The energy less reference is the energy per atom of metallic Hf₂S on a given k-point mesh minus the energy of the same crystal on the densest mesh, 18×18×6. Both come from a density-functional calculation (PBEsol) with the atoms held in place, so the difference measures only how finely the electron states were sampled. The pressure less reference is formed in the same way. The largest force change is the biggest shift of any force component, which here is the force on hafnium along the long axis.

The sizes worth remembering are these. A single k point is wrong by about 2 eV per atom, the next two meshes, still with one axial division, by tens of meV, 6×6×2 by 2 meV, and the finer meshes by 1 meV or less. On that last stretch the energy error no longer falls steadily, whereas the force error does.

Hf₂S (P6₃/mmc, 6-atom cell, a = 3.374 Å, c = 11.717 Å) with fixed atoms, computed with Ansatz 0.2.0 using PBEsol, scalar-relativistic plane-wave PAW, no spin polarisation, a 420 eV cutoff and 0.1 eV Gaussian smearing. The k meshes are Gamma-centred, and the reference is 18×18×6. Energies are extrapolated to zero smearing, and pressure is positive in compression.

```csv
k mesh,energy less reference (meV/atom),pressure less reference (GPa),largest force change (eV/Å),irreducible k points
1x1x1,2010,29.9,3.33,1
3x3x1,39.0,0.348,0.746,3
6x6x1,20.5,0.263,0.192,7
6x6x2,-2.02,-0.06,0.0535,14
12x12x2,-0.017,0.007,0.0245,38
12x12x4,0.902,0.012,0.00725,57
18x18x4,0.204,0.012,0.00510,111
```

**Why a mesh makes an error at all.** Each energy or force is an average over all wave vectors k of the crystal. The averaged function can be written as a sum of waves in k, one for each lattice vector of the crystal. An N×N×M mesh averages most of these waves to zero, as it should. Besides the constant term, which is the true average, it wrongly keeps those waves whose lattice vector is also a lattice vector of a supercell of N×N×M cells, and the sum of these waves is the mesh error.

The error therefore depends on how strong the waves still are at the supercell's shortest lengths: N times 3.374 Å in the plane and M times 11.717 Å along the axis. In an insulator the bands are either full or empty, the function is smooth, and the waves die off exponentially with length. In a metal, occupation stops abruptly at the Fermi surface. Such an edge leaves waves that fade only as a power of the length and that alternate in sign, until smearing damps them at long range.

**1×1×1.** This row samples only the centre of the Brillouin zone and lets it stand for the whole. All electrons have to be placed in the levels at that one point, whereas in a metal the number of filled levels changes from point to point. The last electrons end up in a degenerate set of levels, and the Fermi energy lies 0.6 eV above that of the reference. The 2 eV per atom and the 30 GPa are failures of sampling and don't signal another phase of the material.

**3×3×1 to 6×6×1.** Four times as many mesh points only halve the energy error, from 39 to 20.5 meV per atom. The refinement went entirely into the plane, while the supercell length along the axis stayed at 11.7 Å. A long cell edge needs fewer divisions than a short one, but here a single division is too few.

The pressure hides this. Its error shrinks slightly to 0.26 GPa, yet the error of the stress along the axis grows from 0.9 to 1.7 GPa. The in-plane stress is now off in the other direction, and the pressure, being the mean of the three stresses, looks better than its parts.

**6×6×2.** One more division along the axis moves the energy by −22.5 meV per atom, more than the whole error that was left. The result overshoots and ends 2 meV per atom below the reference. This step shows that the remaining error of 6×6×1 was almost entirely axial. Part of the overshoot belongs to the plane, since the next refinement, in the plane alone, raises the energy again by 2.0 meV per atom.

**12×12×2 and 12×12×4.** Here the energy seems to misbehave. At 12×12×2 its error is −0.017 meV per atom, which looks like perfect convergence. Doubling the divisions along the axis then makes it worse, 0.9 meV per atom, although the mesh is finer along the axis and just as fine in the plane.

The steps from 12×12×2 up to the reference explain this. Going from two to four axial divisions raises the energy by 0.919 meV per atom. Refining the plane from 12 to 18 lowers it by 0.698, and going from four to six axial divisions lowers it by another 0.204. These changes nearly cancel: 0.919 − 0.698 − 0.204 = 0.017.

In other words, the 12×12×2 mesh makes the energy about 0.7 meV per atom too low through its coarse axial sampling and about as much too high through its in-plane sampling. This split assumes that the in-plane correction, computed with four axial divisions, is much the same with two. The next mesh removes this axial part and so uncovers the in-plane part. Most of the error that appears at 12×12×4 was therefore there before, hidden behind its opposite. The other 0.2 meV per atom is what four axial divisions still leave, now with a positive sign.

The near-zero value is not a matter of rounding: the two total energies differ by 0.0001 eV per cell, about a hundred times the last recorded digit. Its smallness is still no sign of convergence, because it is only what remains after much larger changes have cancelled. Another comparison supports the view that it is an accident: if the free energy at the actual smearing is taken instead of the energy at zero smearing, the error of the same mesh is −0.25 meV per atom. A converged result would hardly depend on that choice.

**The force down the whole column.** The force error falls at every step, from 3.3 to 0.005 eV/Å. The signed forces show why no dip appears: every mesh errs in the same direction, pushing hafnium too hard along the axis, and every refinement, in the plane or along the axis, weakens that push. No cancellation like that in the energy appears. Why the force keeps one sign while the energy doesn't is not settled by these data.

The mechanism suggests a simple model in which the force error falls as a power of the shorter supercell length. Fitted to the six rows below 1×1×1, the power comes out near three, and the typical miss is a factor of 1.4. A single exponential suits less well: its decay length would have to grow from about 4 Å among the coarse meshes to about 11 Å among the fine ones. The slow tail is what a Fermi surface should produce, but the exact power deserves no physical reading on so few points.

As a worked case, take the step from 6×6×1 to 6×6×2. The shorter length grows from 11.7 Å, along the axis, to 20.2 Å, now in the plane, which is a factor of 1.73. The model then expects the force error to drop by 1.73³ ≈ 5. The calculation gives a drop by 3.6, so the estimate has the right size but is too hopeful, even though both rows were part of the fit.

A plainer description, a power of the total number of mesh points, matches the same six rows slightly better. Lengths and point numbers grow together, so the fits can hardly tell the two descriptions apart. The single steps tell more. Doubling the points along the axis cuts the force error by about 3.5 both times, whereas quadrupling them in the plane, from 6×6×2 to 12×12×2, cuts it by only 2.2. Where the points go matters as well as how many there are.

The step from 3×3×1 to 6×6×1 breaks this pattern. The shorter length hardly changes there, yet the force error falls by a factor of 3.9. The reason is that the plane was the weaker side at three divisions: refining it removes 0.55 eV/Å of the error, whereas the next step, along the axis, removes only 0.14. So at nearly equal lengths, 10.1 Å in the plane and 11.7 Å along the axis, the in-plane waves weigh more in the force. That is no general rule: the same two steps lower the energy by 18.5 and 22.5 meV per atom, so in the energy the axis counts at least as much. The printed analysis below lists the lengths and the change at each step.

**18×18×4.** This row has the same in-plane mesh as the reference, so its remaining 0.2 meV per atom measures only the difference between four and six axial divisions. It can't reveal an in-plane error, because the reference would share it. The pressure error stays at 0.012 GPa, as in the row before, but once more the mean hides its parts. The stress along the axis is off by 0.047 GPa, about ten times as much as at 12×12×4, where an in-plane error of the opposite sign had covered most of it.

That leaves the question of how good the reference itself is. The last in-plane refinement, from 12 to 18 divisions, still moved the energy by 0.7 meV per atom, more than the last axial one did. A run at 24×24×6 would show whether the plane has settled, and its force and separate stresses should be read along with its energy, since the energy alone has already looked converged once when it was not.

Numerical output:

```
Supercell lengths (A) and changes from the row above:
      row  in-plane length  axial length  energy step meV/atom  mesh points times  shorter length times  force error divided by
    1x1x1            3.374         11.72                   n/a                n/a                   n/a                     n/a
    3x3x1            10.12         11.72                 -1971                  9                     3                   4.464
    6x6x1            20.24         11.72                 -18.5                  4                 1.158                   3.885
    6x6x2            20.24         23.43                -22.52                  2                 1.728                   3.589
  12x12x2            40.49         23.43                 2.003                  4                 1.158                   2.184
  12x12x4            40.49         46.87                 0.919                  2                 1.728                   3.379
  18x18x4            60.73         46.87                -0.698               2.25                 1.158                   1.422
Signed errors against the reference:
      row  free energy meV/atom  in-plane stress GPa  axial stress GPa  z force on first Hf eV/A
    1x1x1                  2001                30.12             29.49                    -3.332
    3x3x1                 36.63              0.06532            0.9114                   -0.7462
    6x6x1                 19.63              -0.4597             1.709                   -0.1919
    6x6x2                -2.133               0.1428           -0.4659                  -0.05346
  12x12x2                 -0.25              0.02552          -0.03067                  -0.02446
  12x12x4                   0.7              0.02022         -0.004487                  -0.00726
  18x18x4                0.1333            -0.006233            0.0466                   -0.0051
fit of log(F) on 6 rows (Nip > 1): constant 6.186 +/- 0.86, coefficient of log(L) -3.024 +/- 0.27; rms 0.313, worst 3x3x1 -0.52, leave-one-out rms 0.523
  rows outside the fit (model, value, miss): 1x1x1 2.509, 1.203, 1.31
fit of log(F) on 6 rows (Nip > 1): constant 1.858 +/- 0.38, coefficient of log(pts) -1.024 +/- 0.073; rms 0.249, worst 6x6x2 0.408, leave-one-out rms 0.35
  rows outside the fit (model, value, miss): 1x1x1 1.858, 1.203, 0.655
Typical factor by which the power of the shorter length misses the force error: 1.368
Typical factor by which the power of the number of mesh points misses it: 1.283
Decay length if exponential, 3x3x1 to 6x6x2 (A): 3.841
Decay length if exponential, 6x6x2 to 18x18x4 (A): 11.33
```
